**Q:** This is one tantalum nitride cell, computed with more and more plane waves. What exactly does the cutoff control, and how does the number of waves grow with it?

Ta3N (P-3m1, 4 atoms, 14.98 Å³ per atom) at fixed atoms, computed with Ansatz 0.2.0: plane-wave PAW, scalar-relativistic PBE, no spin polarisation, k mesh 15×15×6, Gaussian smearing of 0.1 eV. The reference cutoff is 600 eV; the density cutoff is four times the wave cutoff. Energies are for zero smearing, pressures positive in compression and corrected for the finite cutoff.

| wave cutoff (eV) | energy less reference (meV/atom) | pressure less reference (GPa) | largest force change (eV/Å) | plane waves at gamma |
| --- | --- | --- | --- | --- |
| 200 | 1690 | 2.17 | 0.299 | 413 |
| 250 | 338 | -0.819 | 0.107 | 535 |
| 300 | 78.9 | 0.027 | 0.00065 | 723 |
| 350 | 19.5 | 0.022 | 0.00143 | 899 |
| 420 | 1.80 | 0.006 | 0.00012 | 1189 |
| 500 | 0.253 | 0.001 | 6e-05 | 1539 |

**A:** The cutoff is the largest kinetic energy a plane wave may have and still be admitted. A higher cutoff therefore admits shorter wavelengths and lets the orbitals show finer detail. The allowed waves form a regular grid of wave vectors, and the cutoff draws a sphere around the origin of that grid. Counting waves means dividing the volume of the sphere by the volume that belongs to one grid point.

With $V$ the cell volume and $k$ the radius of the sphere, each wave occupies $(2\pi)^3/V$, so that

$$N=\frac{4\pi k^3/3}{(2\pi)^3/V}=\frac{Vk^3}{6\pi^2},\qquad k^2=\frac{2mE_\mathrm{cut}}{\hbar^2}.$$

Take 420 eV. With $\hbar^2/2m=3.81$ eV Å$^2$, $k=\sqrt{420/3.81}=10.5$ Å$^{-1}$, and four atoms of 14.98 Å$^3$ give $V=59.9$ Å$^3$. The formula then yields about 1170 waves, against 1189 counted at the Gamma point. Nothing was fitted here. The estimate is good to about 2 % in the rows from 250 eV upwards but 7 % too low at 200 eV, because waves enter in whole shells and a small sphere feels each shell more. For the same reason the miss is expected to jump up and down between the tabulated cutoffs, and it can be larger there.

**Q:** The energy error is positive in every row and falls at every step. Is that luck?

**A:** No, it is what the variational principle leads us to expect. The waves admitted at 300 eV are all still there at 350 eV, together with new ones. The electrons may ignore the new waves, in which case the energy stays put, or use them to lower the energy. In the limit of an infinite cutoff nothing is left to gain, so the energy approaches its final value from above. The argument is strict only if everything else stays the same. Here the cutoff for the density rose as well, so the steady fall is expected but not guaranteed.

**Q:** Then how much do I gain by going from 420 to 500 eV?

**A:** The number of waves grows by a factor of 1.3, while the energy error shrinks by a factor of 7. The two obey different kinds of law. The count follows the volume of a sphere, a modest power of the cutoff. The error depends on how much of the orbitals still lies outside that sphere.

Think of two extremes. An orbital with a sharp kink contains short waves that fade only slowly, and each extra wave would buy little. The PAW method replaces the true orbitals near the nuclei by smooth ones, whose short-wave content dies out quickly. That argues for a roughly exponential fall of the error.

An exponential in the cutoff, fitted to all six rows, gives a factor of about 4.4 for every 50 eV. The individual steps scatter between 3.4 and 5.5, so this is a guide for planning and not a precise law. An exponential in the square root of the cutoff fits almost as well, as the output below shows, and six points do not settle which form is right.

**Q:** At 300 eV the energy is still wrong by 79 meV/atom, yet the largest force change is below 0.001 eV/Å. How can the forces be so much better than the energy?

**A:** A force is a slope, and a slope does not notice a constant. Imagine that each atom carried the same energy error wherever it sat. The total energy could then be badly off while every force was exact. Plane waves can come close to this ideal because they favour no place in the cell. They also do not move with the atoms, so the computed force is the true slope of the energy at that cutoff, and its error is the slope of the energy error. (With smearing it is strictly the slope of the free energy, which here differs from the tabulated energy by an almost constant amount.)

At 300 eV the whole cell is wrong by about 0.3 eV. The force error says that moving one tantalum atom by 0.1 Å would change this by less than 0.0001 eV, to first order. Along this direction, nearly all of the error is thus a fixed amount that a small displacement leaves alone. It is the only direction tested: symmetry holds the forces on nitrogen and on one tantalum atom at zero, and leaves only the other two tantalum atoms free along $c$.

A mostly fixed error is not always a harmless one. At 250 eV the same 0.1 Å move would change the cell's error of about 1.4 eV by only about 0.01 eV, yet the force error of 0.107 eV/Å is as large as the force itself at 600 eV. Between 250 and 300 eV it drops by a factor of about 160, while the energy error drops only by 4. The 300 eV row flatters the forces: for its energy error, its force error is the smallest in the table, nearly ten times smaller than at 350 or 420 eV. Why the force recovers so suddenly is not settled by these runs, in which the cutoff for the density was raised together with that for the waves.

**Q:** But the force error rises again from 300 to 350 eV, and the pressure error changes sign between 200 and 250 eV. Is something wrong with those rows?

**A:** Nothing need be wrong. The variational principle protects the energy, not its slopes. A curve that lies above zero may still run uphill or downhill, and its slope may change sign as the curve sinks. An error that happens to pass near zero looks small at one cutoff and larger at the next. The pressure error does cross zero between 250 and 300 eV. The signed force error keeps one sign in the rows from 200 to 350 eV and turns only between 350 and 420 eV, so these rows show a dip at 300 eV but no crossing there.

The pressure adds a second trap, because it is an average over directions. At 300 eV the stress error is +0.06 GPa in the plane and −0.04 GPa along $c$, and the two partly cancel. At 350 eV both are about +0.02 GPa. The pressure column shows almost the same error for these two rows, although the stress is clearly better at 350 eV.

**Q:** Even so, 0.027 GPa at 300 eV is tiny. May I relax the cell at that cutoff in any program?

**A:** No. The small error belongs to the datasets used here, and others need their own test. It also requires that the program correct the pressure for the finite cutoff, as was done here. Picture squeezing the cell while keeping the same set of waves. Every wavelength shrinks with the cell, so the effective cutoff rises and the energy falls for a reason that has nothing to do with bonding. The cell seems to want to shrink, and the uncorrected pressure comes out too low.

The size of this effect, the Pulay stress, follows from the same sphere. At a fixed number of waves $k^3V$ is constant, so $E_\mathrm{cut}$ varies as $V^{-2/3}$. Differentiating the energy $E$ with respect to volume then gives an extra pressure

$$\Delta p=\frac{2}{3}\,\frac{E_\mathrm{cut}}{V}\,\frac{\mathrm{d}E}{\mathrm{d}E_\mathrm{cut}},$$

which is negative because the energy falls with the cutoff. With the slope of the fitted exponential, this amounts to several GPa at 300 eV. A constant energy error that is harmless for the forces would therefore spoil an uncorrected pressure.

**Q:** Which element makes the calculation demanding? Would it become easier with something other than nitrogen?

**A:** There are two suspects, and these runs do not separate them. The nitrogen 2p orbital is compact because there is no deeper p shell to keep it away from the nucleus. Tantalum brings its 5s and 5p electrons, which lie close to the core and are treated here along with the valence electrons.

All atoms share one sphere of waves, so the most demanding element sets the cutoff for the whole cell. Replacing nitrogen would help only if nitrogen were that element. A cutoff series for pure tantalum with the same dataset would be a direct test: if its error per tantalum atom were just as large, nitrogen would not be to blame.

**Q:** Last question: which digits may I trust, and which cutoff should I use?

**A:** First recall what the errors are measured against. The reference is the 600 eV calculation, which has a small error of its own. Continuing the fitted exponential puts that at roughly 0.01 meV/atom, and continuing the slower last step puts it at about 0.02; both are rough extrapolations. The 0.253 meV/atom at 500 eV thus means "about a quarter of a meV", and its third digit says nothing about the distance to a complete basis.

The choice then depends on the quantity. For forces and corrected stresses in this cell, 420 eV is ample: the force is within about 0.1 % of its 600 eV value. The total energy is still off by 1.8 meV/atom there, or 7.2 meV for the cell. If an energy is to stand on its own to better than 1 meV/atom, 500 eV is the first row that delivers it. The rows up to 350 eV lie below the cutoff that the program recommends.

Energy differences are usually kinder than total energies, because the part of the error that belongs to each atom cancels between similar structures computed at the same cutoff. When tantalum nitride phases are compared, one common cutoff is the first requirement, and the difference itself should be tested for convergence.

Numerical output:

```
fit of log(energy_less_reference) on 6 rows: constant 13.27 +/- 0.22, coefficient of wave_cutoff -0.02962 +/- 0.00064; rms 0.129, worst 420 0.245, leave-one-out rms 0.23
fit of log(energy_less_reference) on 6 rows: constant 22.95 +/- 0.59, coefficient of sqrt(wave_cutoff) -1.083 +/- 0.032; rms 0.178, worst 350 -0.285, leave-one-out rms 0.272
Wave count and fall of the energy error:
  row  waves from sphere  sphere less count in %  energy error falls per 50 eV by factor
  200              384.8                  -6.831                                     n/a
  250              537.8                  0.5149                                       5
  300              706.9                  -2.227                                   4.284
  350              890.8                  -0.913                                   4.046
  420               1171                  -1.516                                   5.484
  500               1521                   -1.17                                   3.409
Changes against 600 eV:
  row  in-plane stress GPa  c-axis stress GPa  signed force eV/A  force error in % of 600 eV force  rough Pulay term GPa
  200                2.253              1.994             0.2989                             292.3                -71.39
  250              -0.7557            -0.9444             0.1072                             104.6                -17.85
  300              0.06187           -0.04137            0.00064                            0.6354                -4.999
  350              0.02468            0.01816            0.00143                             1.398                -1.441
  420             0.005147           0.007215           -0.00012                            0.1173               -0.1597
  500             0.001045            0.00081             -6e-05                           0.05865              -0.02672
Fitted factor of energy error per 50 eV: 4.397
Energy error at 250 eV over that at 300 eV: 4.284
Force error at 250 eV over that at 300 eV: 164.6
Force error at 350 eV over that at 300 eV: 2.2
Plane waves at 500 eV over those at 420 eV: 1.294
Energy error at 420 eV over that at 500 eV: 7.115
Energy error of the whole cell at 420 eV in meV: 7.2
Rough energy error left at 600 eV in meV/atom: 0.0138
```
